**Q:** I grow films on substrates that force the in-plane spacing on them. If I stretch KMgF3 in the a-b plane, does it thin enough along c to keep its volume?

Cubic perovskite KMgF3 (a = 3.991 Å) under biaxial strain in the a-b plane, with c and the atoms relaxed within the symmetry. Ansatz 0.2.0, plane-wave PAW, PBEsol, scalar-relativistic, no spin polarisation, cutoff 420 eV, Γ-centred 6×6×6 k mesh. Changes are relative to the unstrained cubic crystal, and band gaps are taken on the k mesh.

| strain (%) | energy change (meV/atom) | volume change (%) | a change (%) | c change (%) | band gap (eV) |
| --- | --- | --- | --- | --- | --- |
| -4.5 | 29.3 | -6.09 | -4.50 | 2.96 | 7.515 |
| -3.0 | 12.3 | -4.14 | -3.00 | 1.88 | 7.391 |
| -1.5 | 2.9 | -2.10 | -1.50 | 0.90 | 7.258 |
| 1.5 | 2.6 | 2.18 | 1.50 | -0.82 | 6.955 |
| 3.0 | 10.0 | 4.44 | 3.00 | -1.56 | 6.796 |
| 4.5 | 21.4 | 6.76 | 4.50 | -2.24 | 6.641 |

**A:** No, it thins much too little. Keeping the volume would take about 2 % of shortening along c for each percent of stretching in the plane. Near zero strain the crystal gives only 0.57 %, so its volume grows by about 1.4 % per percent of strain. Squeezing works the same way in reverse: c lengthens, and the cell still shrinks.

How far c responds depends on how the crystal is built. Straight Mg–F–Mg chains run along all three axes, and a chain along c isn't bent or pulled when the chains along a and b are stretched. The axes feel each other through the diagonal K–F and F–F contacts and through the long-range attraction of the ions. This coupling is weaker than the stiffness of a chain along its own length. In elastic terms, with $\varepsilon$ the in-plane strain and no stress along c,

$$\varepsilon_c = -\frac{2C_{12}}{C_{11}}\,\varepsilon ,$$

where $C_{11}$ is the stiffness along an axis and $C_{12}$ the coupling between axes. The computed response gives a ratio $C_{12}/C_{11}$ of about 0.29. Keeping the volume would need a ratio of 1, which no stable cubic crystal reaches, because it would then offer no resistance to this change of shape. The stiff chains are a likely reason why the ratio is well below 1 here, though the calculations don't separate their part from that of the other forces.

**Q:** What does the strain cost, and why is squeezing dearer than stretching?

**A:** The main cost is that of a spring, which doesn't care about the sign of the strain. Work is done along two axes, a and b, and none along c, which is free of stress. If the in-plane stress is $M\varepsilon$, the energy per atom is

$$E = V M \varepsilon^2 ,$$

with $V$ the volume per atom. The stresses computed at ±1.5 % give $M$ = 155.6 GPa, or 0.97 eV/Å³.

Take a strain of 4.5 %, whose rows played no part in finding $M$. With 12.72 Å³ an atom, $E$ = 12.72 × 0.97 × 0.045² eV, which is 25 meV. The table has 29.3 meV/atom for squeezing and 21.4 for stretching, and their mean is also 25 meV. Stress and energy come from the same calculations, so the agreement shows that they are consistent and that the spring picture, averaged over the two signs, holds out to this strain.

The formula fails on the difference between the two signs. Closed-shell ions repel each other more and more steeply as they approach, so the spring hardens under compression and softens under tension. A term in the cube of the strain describes this. A fit of a square and a cube to all six energies, printed below the text, follows them to about 0.1 meV/atom.

**Q:** The band gap shrinks when I stretch the film. Which band edge is responsible?

**A:** Mainly the conduction edge, as far as the two can be separated. Both fall, and the conduction edge falls about twice as far. From the most squeezed to the most stretched cell it drops by 1.76 eV and the valence edge by 0.89 eV, each measured from the average electrostatic potential of its own cell. That reference is no common zero for different cells, so the separate shifts are a guide only. Their difference, the change of the gap, doesn't depend on it.

The usual picture of an ionic fluoride suggests why. The lowest conduction state is s-like and spread through the whole cell, and it must keep clear of the filled shells of the ions. More room lowers its kinetic energy considerably. The highest valence states sit mainly on fluorine, and being more compact they should respond less. The character of the states was not analysed here, so this part rests on general knowledge of such crystals.

**Q:** Can I then draw one straight line through the gaps and use it for both signs of strain?

**A:** For a quick estimate, yes: the gap falls by about 0.1 eV per percent of in-plane strain. A closer look shows a small kink at zero strain. Measured from the unstrained cubic crystal, whose gap at the same settings is 7.116 eV, the change is 89 to 94 meV per percent on the squeezed side. On the stretched side it is 106 to 107 meV per percent.

A smooth bend could also make the two sides differ, but it would grow in another way. Average the gaps at equal squeezing and stretching, and compare with the cubic gap. The average lies 10 meV too low at 1.5 % and 38 meV too low at 4.5 %. A pure kink would make the second figure three times the first, a pure parabola nine times. The result is much nearer to the kink, with some smooth curvature on top.

**Q:** Where does a kink come from, if the crystal is deformed smoothly?

**A:** It comes from a change of leader among the valence states. In a cubic perovskite the valence top at the corner of the Brillouin zone is normally threefold degenerate, because the three axes are equivalent. Strain in the plane makes c different from a and b, and the three states separate into a single one and a pair. Each energy moves smoothly through zero strain, but the gap is always measured from the highest. When the strain changes sign, another state takes over, and the slope jumps.

The numbers support this in one important respect: the kink sits in the valence edge, while the conduction edge passes smoothly through zero strain. The reference potential changes smoothly with strain, so it can't be the source of the kink. A single s-like state has no partner from which it could split. The jump in slope also measures the splitting, since it is the difference between the slopes of the two leading states. It comes to about 0.01 eV per percent of strain. The threefold degeneracy itself is the standard expectation for this structure and was not checked in these calculations.

**Q:** So is the overall fall of the gap an effect of volume or of shape?

**A:** Almost entirely of volume, if the valence top is indeed threefold. The series alone can't decide it, because volume and shape change together in every row. Theory helps here: to first order a change of shape at fixed volume shifts neither a lone conduction state nor the average of the three valence states. The single valence state therefore moves twice as far as the pair, and in the opposite direction.

Averaged over the two signs of strain, the change of shape then gives the highest state a slope of only one sixth of the splitting per percent. That is about 2 meV out of the 100 meV per percent by which the gap changes. The rest can be assigned to volume, which gives a deformation potential of about −7 eV: the gap loses 0.07 eV for each percent of added volume. A calculation with equal strain along all three axes would test this directly.

**Q:** What would change if the c axis were held fixed while I stretched the plane?

**A:** The crystal would lose the one way of easing the strain that these calculations allow it. With the elastic ratio found above, small strains would cost about 15 % more energy. The volume would grow by 2 % per percent of strain instead of 1.4 %. By the deformation potential, the gap should then fall by about 0.14 eV per percent instead of 0.10 eV. These are estimates from the model, and they suggest a rule for small strains along the axes of this crystal: to guess the gap, work out the volume first and treat the shape as a small correction. Shear and tilted octahedra were not computed and may not follow it.

**Q:** Which digits may I carry into my own work?

**A:** Trust the changes more than the gaps themselves. A functional of this kind makes the gap of a wide-gap fluoride too small by several electronvolts, so 7 eV is not what an optical measurement would show. The PAW datasets were also made for PBE and not for PBEsol, which can shift the absolute values somewhat. The changes between rows share the same settings and are safer, though the functional can also misjudge how fast the gap changes with strain. The valence splitting needs more care, because spin–orbit coupling was left out and in fluorine it amounts to a few hundredths of an electronvolt, as much as the splitting itself.

Two settings also matter. The k mesh has an even number of points along each axis and so contains the zone corner, where the highest valence state on the mesh lies; an odd mesh centred on Γ would skip it and report too wide a gap. A band edge between the mesh points would be missed in either case. The atoms were also held on their symmetric sites. If a strongly strained film can tilt its MgF6 octahedra or shift its ions off centre, its energy will be lower than the one in the table, and its gap will differ too.

The analysis program printed:

```
Change from the cubic cell per percent of in-plane strain (edges in meV against mean potential):
   row  c_percent  gap_meV  valence_meV  conduction_meV
  -4.5    -0.6578    -88.6       -108.7          -197.3
  -3.0    -0.6267   -91.57       -106.1          -197.7
  -1.5       -0.6   -94.47       -103.1          -197.5
   1.5    -0.5467   -107.5       -88.69          -196.2
   3.0      -0.52   -106.8       -88.56          -195.3
   4.5    -0.4978   -105.6        -88.2          -193.8
c change per percent of in-plane strain, mean of the 1.5 % pair: -0.5733
volume change in percent per percent of strain, mean of the 1.5 % pair: 1.427
C12/C11 from the c response: 0.2867
extra energy in percent if c were held fixed, small strain: 14.64
in-plane stress over strain, mean of the 1.5 % pair, GPa: 155.6
energy coefficient expected from that stress, meV/atom per percent squared: 1.235
fit of energy_change on 6 rows: coefficient of s2 1.249 +/- 0.0028, coefficient of s3 -0.04329 +/- 0.00066; rms 0.072, worst -3.0 0.114, leave-one-out rms 0.234
fall of valence edge over the whole series, eV: 0.886
fall of conduction edge over the whole series, eV: 1.76
mean gap of the 1.5 % pair less cubic gap, meV: -9.794
mean gap of the 3.0 % pair less cubic gap, meV: -22.79
mean gap of the 4.5 % pair less cubic gap, meV: -38.29
same at 4.5 % if it grew as strain from the 1.5 % pair, meV: -29.38
same at 4.5 % if it grew as strain squared from the 1.5 % pair, meV: -88.15
jump of the gap slope at zero strain, meV per percent: 10.92
apparent volume deformation potential of the gap from the 1.5 % pair, eV: -7.081
share of shape in the mean gap slope for a threefold top, percent: 1.802
```
